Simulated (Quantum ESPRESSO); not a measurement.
# Net moment and magnetic energies of CrB2 (P6/mmm) against cell volume in PBEsol

The decision at stake is whether a magnetic model of CrB2 may keep a fixed Cr moment when pressure or chemical substitution changes the cell volume. If the moment itself responds, exchange parameters fitted at one volume cannot simply be carried to another. We calculated the metal with PBEsol at volumes from 0.80 to 1.16 of the measured cell, its shape kept. Cr moments were started parallel, or opposed in a pattern that reverses four of the six nearest Cr neighbours. Magnetic energy gains are counted per Cr atom from the run without spin polarisation at the same volume. The net moment belongs to the parallel state, whereas the measured order is antiferromagnetic.

## Calculations

One system, CrB2 (P6/mmm), 3 atom(s) a primitive cell, from measured cells of the Crystallography Open Database (measured order: antiferro (arxiv:1412.1629)). Quantum ESPRESSO 7.5, plane waves with GBRV 1.5 PBEsol pseudopotentials, cutoff 544 eV, Fermi-Dirac smearing of 0.1 eV, k meshes whose coarsest spacing along a reciprocal vector is 0.23 to 0.26 1/Å over all runs (2π included). Functional: PBEsol, no Hubbard U; collinear spins, no spin-orbit coupling. Atoms stay at fixed fractions of the cell and the mesh divisions are held. At each point the moments on Cr are started parallel, opposed (signs +-, cell doubled at q = (0,1/2,0) of the reciprocal vectors) and without spin polarisation. Of the opposed order at the middle point, it reverses 4 of 6 magnetic neighbours at 2.97 Å and 0 of 2 magnetic neighbours at 3.07 Å. Runs that did not converge or carry a known fault are not listed. The same in all rows: metal or insulator in the run from the parallel start, judged by its smearing entropy or density of states at the Fermi energy (a gap under a few smearing widths counts as a metal): metal.

Notes on method and selection:

- Each state is what a run reaches from typed starting moments; only a few collinear orders were started, so the lowest found need not be the ground state. Spin-orbit coupling is left out of these energies, which are free energies at the smearing width. A magnetic atom is one that was given a starting moment.
- Site moments count the spin inside each program's own atomic sphere, so they depend somewhat on its radius and leave out the spin between the spheres.
- Quantum ESPRESSO sets the radius of an element's spheres to about 0.41 of its shortest distance to a neighbour, so it changes from cell to cell and the site moment with it.
- A measured moment is set beside the table only where the run ends ferromagnetic and the measured order is ferromagnetic too.
- Runs that did not converge, have known faults or may not be shown are not listed, and runs on Ansatz's PAW sets soft_1 and soft_2 are kept to separate tables.

Columns:

- volume: cell volume over that of the given cell, shape kept.
- moment (μB): largest site spin moment reached from the parallel start.
- moment, opposed (μB): largest site spin moment reached from the opposed start.
- gain, opposed (meV): energy of the run without spin polarisation less that of the run from the opposed start, per magnetic atom.
- magnetic distance (Å): shortest distance between magnetic atoms.
- net moment (μB): net spin moment of that run per magnetic atom.
- magnetic energy gain (meV): energy of the run without spin polarisation less that of the parallel start, per magnetic atom (positive: magnetism is favoured).
- E(opposed) - E(parallel) (meV): energy of the run from the opposed start less that of the parallel start, per magnetic atom (positive: parallel is favoured); blank where a pattern was lost.

Input lines of one member:

```
&SYSTEM
  ecutwfc = 40
  ecutrho = 280
  nbnd = 18
  occupations = 'smearing'
  smearing = 'fd'
  degauss = 0.00734986
  nspin = 2
  starting_magnetization(1) = 0.1786
  starting_magnetization(2) = 0
/
&ELECTRONS
  conv_thr = 6d-09
  mixing_beta = 0.3
/
K_POINTS automatic
10 10 10 0 0 0
```

Command (options for logging and memory left out): `pw.x -in pw.in`

## Results

| member | volume | moment (μB) | moment, opposed (μB) | gain, opposed (meV) | magnetic distance (Å) | net moment (μB) | magnetic energy gain (meV) | E(opposed) - E(parallel) (meV) |
| --- | --- | --- | --- | --- | --- | --- | --- | --- |
| 0.8 | 0.80 | 0.229 | 0.45 | 5.3 | 2.757 | 0.27 | 0.1906 | −5.1 |
| 0.86 | 0.86 | 0.459 | 0.66 | 18.9 | 2.824 | 0.52 | 6.595 | −12.3 |
| 0.92 | 0.92 | 0.637 | 0.88 | 39.4 | 2.889 | 0.70 | 17.94 | −21.4 |
| 0.96 | 0.96 | 0.852 | 1.04 | 57.3 | 2.930 | 0.92 | 29.77 | −27.5 |
| 1 | 1.00 | 1.120 | 1.20 | 79.0 | 2.970 | 1.18 | 48.41 | −30.6 |
| 1.05 | 1.05 | ? | 1.40 | 112.0 | 3.019 | ? | ? | ? |
| 1.1 | 1.10 | 1.670 | 1.60 | 151.5 | 3.066 | 1.72 | 124.7 | −26.9 |
| 1.16 | 1.16 | 1.858 | 1.82 | 207.5 | 3.121 | 1.88 | 185.6 | −21.8 |

Cells marked ? are withheld until the estimate has been made.

Least-squares fits to the members shown, with x = volume; R² and errors in the fitted variable (y, or ln y where the fit is in ln y):

| y | members | fit | R² | rms residual | leave-one-out rms | the same for the mean of the others |
| --- | --- | --- | --- | --- | --- | --- |
| net moment (μB) | 7 | y = −2.153 + 1.835 x + 1.459 x² | 0.99 | 0.053 | 0.12 | 0.65 |
| E(opposed) - E(parallel) (meV) | 7 | y = 467.56 − 958.74 x + 462.61 x² | 0.97 | 1.6 | 3.5 | 9.8 |

## Reading the trend

The net moment rises at every step shown, from 0.27 μB per Cr at volume 0.80 to 1.88 μB at 1.16, so a fixed moment is a bad approximation. Between 0.96 and 1.00 the slope is (1.18 − 0.92) / 0.04 = 6.5 μB per unit of relative volume, or about 0.07 μB for one percent. Between 1.10 and 1.16 it has dropped to (1.88 − 1.72) / 0.06 = 2.7 μB per unit of relative volume.

Band theory offers a likely main reason. Expansion weakens the overlap of Cr d orbitals with each other and with boron, the d bands narrow, and spin polarisation costs less kinetic energy. If direct d–d hopping scales as $d^{-5}$, with $d$ the Cr–Cr distance, its strength at 1.16 relative to 0.80 is (2.757 / 3.121)^5 = 0.54. The slower rise at the largest volumes would fit a d shell approaching the polarisation that its filling and its bonding to boron allow.

The opposed state is lower in energy than the parallel one in every row where both are given, in keeping with the antiferromagnetic sense of the measured order. Its advantage grows from 5.1 meV per Cr at 0.80 to 30.6 meV at 1.00, then shrinks to 21.8 meV at 1.16, although both moments keep growing. A possible cause is that weaker hopping and larger exchange splitting reduce the kinetic energy gained by opposed neighbours. A Heisenberg model with rigid moments fails on the compressed side: at 0.80 the parallel site moment is only 0.229 / 0.45 = 0.51 of the opposed one.

PBEsol places its own equilibrium below the measured volume, so a relaxed cell would have a smaller moment than the measured cell.

## A prediction

Plain estimates from the members shown:

- 1.05, fit at x = 1.05: 1.38 μB
- 1.05, straight-line interpolation between 1 and 1.1: w = (1.05 − 1.00) / (1.10 − 1.00) = 0.500, so 1.18 + 0.500 × (1.72 − 1.18) = 1.45 μB

For volume 1.05 we trust interpolation between neighbouring rows more than the quadratic fit. The fit bends upward throughout, whereas the slope falls from 6.5 μB per unit of relative volume below the gap to (1.72 − 1.18) / 0.10 = 5.4 across it and 2.7 above it. This downward bend also puts the expected value slightly above the straight-line estimate of 1.45 μB.

A cubic through the two nearest rows on each side (0.96, 1.00, 1.10 and 1.16) includes the bend. The size of each Lagrange weight is the product of the distances from 1.05 to the other three rows, divided by the product of the distances from the weight's own row to those three:

- 0.96: (0.05 × 0.05 × 0.11) / (0.04 × 0.14 × 0.20) = 0.246;
- 1.00: (0.09 × 0.05 × 0.11) / (0.04 × 0.10 × 0.16) = 0.773;
- 1.10: (0.09 × 0.05 × 0.11) / (0.14 × 0.10 × 0.06) = 0.589;
- 1.16: (0.09 × 0.05 × 0.05) / (0.20 × 0.16 × 0.06) = 0.117

The two outer weights are negative, so the estimate is

−0.246 × 0.92 + 0.773 × 1.18 + 0.589 × 1.72 − 0.117 × 1.88 = 1.48 μB.

The opposed site moment supports a smooth passage: its 1.40 μB at 1.05 lies midway between 1.20 and 1.60 μB, without a jump in that state.

We tried the same construction on the three shown members that have two rows on each side, leaving each out in turn. It misses the calculated net moment by about 0.04 μB at 0.92, by less than 0.01 μB at 0.96 and by about 0.01 μB at 1.00. Three trials are few, so we take the largest miss, 0.04 μB, as the standard deviation.

**Committed estimate, 1.05: net moment = 1.48 ± 0.04 μB.**

## Check

| member | volume | moment (μB) | moment, opposed (μB) | gain, opposed (meV) | magnetic distance (Å) | net moment (μB) | magnetic energy gain (meV) | E(opposed) - E(parallel) (meV) |
| --- | --- | --- | --- | --- | --- | --- | --- | --- |
| 1.05 | 1.05 | 1.402 | 1.40 | 112.0 | 3.019 | 1.46 | 80.89 | −31.1 |

| member | estimate | net moment (μB) | computed | estimate − computed | miss in error bars |
| --- | --- | --- | --- | --- | --- |
| 1.05 | committed | 1.48 | 1.46 | +0.02 | 0.5 |
| 1.05 | fit | 1.38 | 1.46 | −0.08 |  |
| 1.05 | interpolation | 1.45 | 1.46 | −0.01 |  |

The estimate of 1.48 ± 0.04 μB lies 0.02 μB above the computed 1.46 μB, half an error bar away. It did much better than the quadratic fit, which was 0.08 μB too low, but slightly worse than the straight line, which missed by only 0.01 μB.

Trusting neighbouring rows over the global fit was right. The correction for curvature had the right sign but was too large: it added 0.03 μB to the straight line, where 0.01 μB was needed. In μB per unit of relative volume, the slope is (1.46 − 1.18) / 0.05 = 5.6 from 1.00 to 1.05 and (1.72 − 1.46) / 0.05 = 5.2 from 1.05 to 1.10, so most of the slowing to 2.7 comes after 1.10.

The smooth rise agrees with band narrowing on expansion. Our suggestion that the d shell nears a limit set by its filling and bonding looks weaker, because the opposed site moment hardly slows: its slope is (1.60 − 1.40) / 0.05 = 4.0 from 1.05 to 1.10 and (1.82 − 1.60) / 0.06 = 3.7 from 1.10 to 1.16, in μB per unit of relative volume. The flattening therefore belongs mainly to the parallel state, possibly to the shape of its bands near the Fermi energy.

## Outliers

Least-squares fits to the whole series, with x = volume; R² and errors in the fitted variable (y, or ln y where the fit is in ln y):

| y | members | fit | R² | rms residual | leave-one-out rms | the same for the mean of the others |
| --- | --- | --- | --- | --- | --- | --- |
| net moment (μB) | 8 | y = −2.668 + 2.868 x + 0.9586 x² | 0.99 | 0.055 | 0.12 | 0.62 |
| E(opposed) - E(parallel) (meV) | 8 | y = 480.9 − 985.5 x + 475.6 x² | 0.97 | 1.6 | 3.5 | 9.8 |

Largest departures from the fit to the whole series:

| member | net moment (μB) | fit | computed − fit | in rms residuals |
| --- | --- | --- | --- | --- |
| 0.92 | 0.70 | 0.78 | −0.08 | 1.5 |
| 1.1 | 1.72 | 1.65 | +0.07 | 1.3 |
| 1.16 | 1.88 | 1.95 | −0.07 | 1.2 |
| 1.05 | 1.46 | 1.40 | +0.06 | 1.1 |

No row stands out, since the largest departure from the quadratic fit is 0.08 μB, or 1.5 rms residuals, at volume 0.92. The moments lie above the curve at 1.05 and 1.10 and below it at 0.92 and 1.16, because the rise steepens around the measured volume and then slows, which a single parabola cannot follow. These departures are a fault of the fitted form and give no reason to suspect the individual runs.

## Rules of thumb and their limits

From volume 0.80 to 1.16 the net moment of the parallel state grows at every step, and the opposed state is lower in energy in all eight rows. Where two rows lie on each side, a cubic through them gives the net moment to about 0.04 μB.

For the antiferromagnetic metal the opposed moment is the more useful one. Around the measured cell it changes by (1.40 − 1.04) / (1.05 − 0.96) = 4.0 μB per unit of relative volume. Stretching all lengths by one percent adds about three percent to the volume and hence 0.03 × 4.0 = 0.12 μB per Cr.

We expect no omitted effect to exceed the spread of the net moment, 1.88 − 0.27 = 1.61 μB. The largest is probably spin fluctuations, which lower the ordered moment of such an itinerant magnet, by roughly 0.5 μB or more near the measured volume.

[Logs are printed without paths, hosts, clocks, repeated set-up lines and the standing remarks that a program may print on its own settings, such as how far it seeks lower states.]
